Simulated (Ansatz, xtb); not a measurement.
**H8NPSi2: which of two isomers lies lower**

Structure X: `N[SiH2]P[SiH3]`, a singlet. Structure Y: `[SiH3]N[SiH2]P`, a singlet. Both are isolated molecules in the gas phase, relaxed with B3LYP/6-31G*; the shapes shown needn't be the lowest conformers.

X (Å):

```json
{"atom": "N", "x (Å)": "-2.8413", "y (Å)": "-1.5593", "z (Å)": "0.4950"}
{"atom": "P", "x (Å)": "-1.0672", "y (Å)": "-1.0922", "z (Å)": "-2.3865"}
{"atom": "Si", "x (Å)": "-1.8661", "y (Å)": "-0.4032", "z (Å)": "-0.3564"}
{"atom": "Si", "x (Å)": "0.0070", "y (Å)": "0.7992", "z (Å)": "-3.0367"}
{"atom": "H", "x (Å)": "-3.8039", "y (Å)": "-1.6915", "z (Å)": "0.2058"}
{"atom": "H", "x (Å)": "-2.4319", "y (Å)": "-2.4454", "z (Å)": "0.7695"}
{"atom": "H", "x (Å)": "-0.6560", "y (Å)": "-0.1249", "z (Å)": "0.4617"}
{"atom": "H", "x (Å)": "-2.6967", "y (Å)": "0.8234", "z (Å)": "-0.4916"}
{"atom": "H", "x (Å)": "-2.2630", "y (Å)": "-0.8421", "z (Å)": "-3.1235"}
{"atom": "H", "x (Å)": "0.2437", "y (Å)": "0.7306", "z (Å)": "-4.5035"}
{"atom": "H", "x (Å)": "1.3200", "y (Å)": "0.8444", "z (Å)": "-2.3401"}
{"atom": "H", "x (Å)": "-0.7250", "y (Å)": "2.0631", "z (Å)": "-2.7387"}
```

Y (Å):

```yaml
atoms:
  - { symbol: N, position_ang: [-0.9362, 0.3234, -0.0184] }
  - { symbol: P, position_ang: [1.8973, 1.6927, -0.9952] }
  - { symbol: Si, position_ang: [-2.5419, -0.1600, -0.5035] }
  - { symbol: Si, position_ang: [-0.1849, 1.8942, -0.0932] }
  - { symbol: H, position_ang: [-2.4971, -1.5434, -1.0518] }
  - { symbol: H, position_ang: [-3.5370, -0.1589, 0.6080] }
  - { symbol: H, position_ang: [-3.0133, 0.7860, -1.5461] }
  - { symbol: H, position_ang: [-0.3951, -0.3943, 0.4575] }
  - { symbol: H, position_ang: [-1.1089, 2.7624, -0.8687] }
  - { symbol: H, position_ang: [0.0250, 2.5085, 1.2507] }
  - { symbol: H, position_ang: [1.4767, 1.7242, -2.3554] }
  - { symbol: H, position_ang: [2.1986, 3.0851, -0.9425] }
```

Estimate E(Y) − E(X) at the level CCSD(T)/def2-SVP + ΔMP2/def2-TZVPP.

Calculated at CCSD(T)/def2-SVP + ΔMP2/def2-TZVPP: E(Y) − E(X) = −6.9 kcal/mol, so structure Y lies lower.

Level by level:

```tsv
level	geometry	E(Y) − E(X) (kcal/mol)	departure from the last row (kcal/mol)	job, with rough time for the two
GFN2-xTB	GFN2-xTB	−16.1	−9.2	optimisation, 0.24 s
HF/STO-3G	GFN2-xTB	−6.0	+0.9	single point, 0.49 s
r2SCAN-D4/def2-SVP	GFN2-xTB	−2.5	+4.4	single point, 7.2 s
B3LYP/6-31G*	B3LYP/6-31G*	−6.1	+0.8	optimisation, 2.6 min
HF/def2-SVP	B3LYP/6-31G*	−9.8	−2.9	part of the CCSD(T) run
MP2/def2-SVP	B3LYP/6-31G*	−7.6	−0.7	part of the CCSD(T) run
CCSD(T)/def2-SVP	B3LYP/6-31G*	−7.7	−0.8	single point
CCSD(T)/def2-SVP + ΔMP2/def2-TZVPP	B3LYP/6-31G*	−6.9		single point, 45 s
```

As drawn, Y has 1 N–Si, 1 P–H in place of 1 P–Si, 1 N–H.

None of the levels shown reverses the order. The largest departure from CCSD(T)/def2-SVP + ΔMP2/def2-TZVPP is that of GFN2-xTB, 9.2 kcal/mol. The last row adds to CCSD(T) the change of the MP2 difference between the two basis sets, here +0.8 kcal/mol.

With harmonic frequencies from B3LYP/6-31G* (ideal gas, rigid rotor, one conformer each, 298.15 K, 1 atm): on the last row, ΔE + ΔZPE = −8.0 kcal/mol. A mode under 50 cm⁻¹ makes harmonic enthalpies and free energies unreliable, so none is given.

The correlated steps freeze 16 core orbitals. Programs: Ansatz 0.2.0, xtb 6.7.1; the last row on 1 thread of Arm Neoverse V2 on a shared host.

Y lies 6.9 kcal/mol below X because nitrogen gains a second silicon neighbour while phosphorus gives one up for hydrogen. The Si–N bond is short and strongly polar, and the nitrogen lone pair can delocalise into σ* orbitals on silicon. This fits the nearly planar Si–NH–Si unit in Y, whereas phosphorus stays pyramidal in X and gains less from such donation. The exchange also replaces a strong N–H bond with a weaker P–H bond, which probably explains why the net preference is modest despite the strength of Si–N.

The preference is already present at Hartree–Fock level. In the same basis, correlation reduces it from −9.8 to −7.7 kcal/mol, and MP2 recovers nearly all of that change, so the ordering does not depend on subtle correlation effects. Zero-point energy favours Y further, as expected when stiff N–H motions give way to softer P–H ones. The energy difference says nothing about the barrier to silyl migration between nitrogen and phosphorus, so X could still persist kinetically.
